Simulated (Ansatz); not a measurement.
A series in volume scale on HfO2

All results are calculated (Ansatz 0.2.0). Free energy against uniform scaling of the volume at fixed shape and fractions; periodic cell, basis, potentials, k mesh and filling as listed.

The cell before it is scaled or strained (space group P4_2/nmc, No. 137):
```
CELL_PARAMETERS angstrom
3.56980 0.00000 0.00000
0.00000 3.56980 0.00000
0.00000 0.00000 5.18900
ATOMIC_POSITIONS crystal
Hf 0.50000 0.50000 0.50000
Hf 0.00000 0.00000 0.00000
O 0.00000 0.50000 0.69721
O 0.50000 0.00000 0.80279
O 0.50000 0.00000 0.30279
O 0.00000 0.50000 0.19721
```

Settings of every row: functional PBE; dispersion none; potentials PAW; wave cutoff 510 eV; density cutoff 2040 eV; k mesh 6x6x4; k shift 0x0x0; occupations fixed; smearing width 0 eV; spin none; SCF threshold exponent -10.

Limits: no spin-orbit coupling, which can matter with elements this heavy.

| row | volume scale | V (Å³/atom) | energy above lowest point (meV/atom) |
| --- | --- | --- | --- |
| 1 | 0.9406 | 10.366 | 73 |
| 2 | 0.9703 | 10.694 | ? |
| 3 | 1 | 11.021 | 7.1 |
| 4 | 1.0297 | 11.348 | 0 |
| 5 | 1.0594 | 11.676 | 6.9 |

Question: what energy above lowest point should row 2 give?

Worked fit of energy above lowest point. Take u = (V_r/V)^(2/3) − 1 with V_r = 11.184 Å³ an atom, which is twice the finite (Eulerian) strain; such expansions in the strain, on which the Birch-Murnaghan equation of state is built, carry the rest volume and the bulk modulus. The shown rows have u = 0.05194, 0.00984, -0.00966, -0.02829. Least squares give energy above lowest point = 1.66 + 364.1 × u + 19431 × u² meV/atom; a straight line predicts inner rows, each left out in turn, worse (root mean square 19 against 0.081 meV/atom). All shown rows lie on it to the printed digit. Its lowest point lies at u = -0.0094, or V = 11.34 Å³ an atom, and the curvature there gives the bulk modulus at fixed shape and fractions, B = (4/9)(1 + u)² E″(u)/V = 239 GPa. Letting shape and atoms relax would as a rule lower it, by much in layered, chain or molecular crystals. The withheld row has u = 0.03032, so the fit gives 1.66 + 364.1 × (0.03032) + 19431 × (0.03032)² = 30.6 meV/atom.

The calculation gave 30.6 meV/atom. The fit meets it to the printed digit.
